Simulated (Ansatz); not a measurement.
Ta₂O₅ (Pmmm), a film clamped to a substrate

Theory: DFT PBEsol, scalar-relativistic, plane waves, PAW in Ansatz. Settings: plane waves to 420 eV, k-mesh 10×10×6 (Γ-centred), Gaussian smearing 0.03 eV. Spin–orbit coupling is left out, which matters for the heavy elements here. No spin polarisation. Energies are free energies at this smearing, counted from the undisturbed cell; pressure is positive in compression.

Reference structure (relaxed at this level; it needn't be the usual structure):

```
Ta O
1.0
     3.66999    0.00000    0.00000
     0.00000    3.85909    0.00000
     0.00000    0.00000    6.43348
Ta O
2 5
Direct
  0.50000 0.00000 0.50000
  0.00000 0.00000 0.00000
  0.50000 0.50000 0.50000
  0.00000 0.00000 0.67925
  0.00000 0.50000 0.00000
  0.50000 0.00000 0.00000
  0.00000 0.00000 0.32075
```

The cell (7 atoms, V0 = 91.12 Å³) is strained by p along both x and y and by q along z, fractional coordinates fixed. τp = (1/V0) ∂E/∂p = (σxx + σyy)(1 + p)(1 + q) and τq = (1/V0) ∂E/∂q = σzz(1 + p)², with tension positive.

| p | q | ΔE (meV/atom) | τp (GPa) | τq (GPa) |
| --- | --- | --- | --- | --- |
| 0.000 | 0.000 | 0.00 | 0.02 | 0.01 |
| -0.050 | 0.000 | 188.92 | -100.96 | -8.34 |
| 0.050 | 0.000 | 135.61 | 61.37 | 7.32 |
| 0.000 | -0.050 | 35.78 | -8.80 | -19.04 |
| 0.000 | 0.050 | 26.75 | 6.77 | 12.30 |

Get the second derivatives of the energy density.

Central differences give A = ∂τp/∂p = 1623 GPa (C11 + C22 + 2 C12), C = ∂τq/∂q = 313 GPa (C33) and the cross term B = ∂τq/∂p = 157 GPa (C13 + C23); ∂τp/∂q = 156 GPa must equal B, and any difference shows higher-order terms. Steps this large leave an error of some per cent of A or C in all of these, which can swamp a small B. The ions are clamped.

A film of this crystal grows with z along the normal on a substrate that imposes p. How does its thickness respond, and what does the misfit cost?

Count p and q from the stress-free cell. A free surface needs τq = 0, so q = −(B/C) p = -0.50 p. The energy density left is (A − B²/C) p²/2 = M p², with the biaxial modulus M = 773 GPa; a misfit of 1 % costs 6.28 meV/atom, against 6.59 meV/atom if the thickness were held.

At p = 0.050 the energies along q are 137.9 (q = -0.050), 135.6 (q = 0.000), 188.3 (q = 0.050) meV/atom.

Does the linear rule hold at this misfit?

A parabola through the lowest point and its neighbours has its minimum at q = -0.023, 129.8 meV/atom. With the stress left in the starting cell, τp0 and τq0, linear elasticity gives q = −(τq0 + Bp)/C = -0.025 and E = V0(τp0 p + τq0 q + Ap²/2 + Bpq + Cq²/2)/N = 157.0 meV/atom. The energies differ by more than a tenth, so the quadratic law fails here: the gap holds the anharmonic part, with some error from the wide steps. Cubic terms also shift the vertex of so wide a parabola.

Forces appear on the atoms along this scan, and letting them relax would lower the energy and soften the response.

The film resists in-plane misfit mainly through its Ta–O–Ta links, and thinning recovers only a small part of the cost: 6.28 against 6.59 meV/atom at 1 % misfit. In this cell, short, straight Ta–O–Ta chains run along x and y, so in-plane strain changes bond lengths directly. Along z the links are longer and partly oblique, which probably explains the softer response and the modest coupling between the two directions.

The failure of the quadratic law under tension follows from bond anharmonicity: short-range repulsion steepens the energy on compression, while stretched bonds soften. The in-plane scan shows this, with 188.92 meV/atom at −0.050 against 135.61 at 0.050. A compressive misfit should therefore cost more than the quadratic estimate, not less.

Within Pmmm, only the height of the oxygen pair between the Ta layers is free to relax, so the straight chains can't buckle. Whether a larger cell would relieve the misfit by tilting or off-centre Ta displacements remains open.
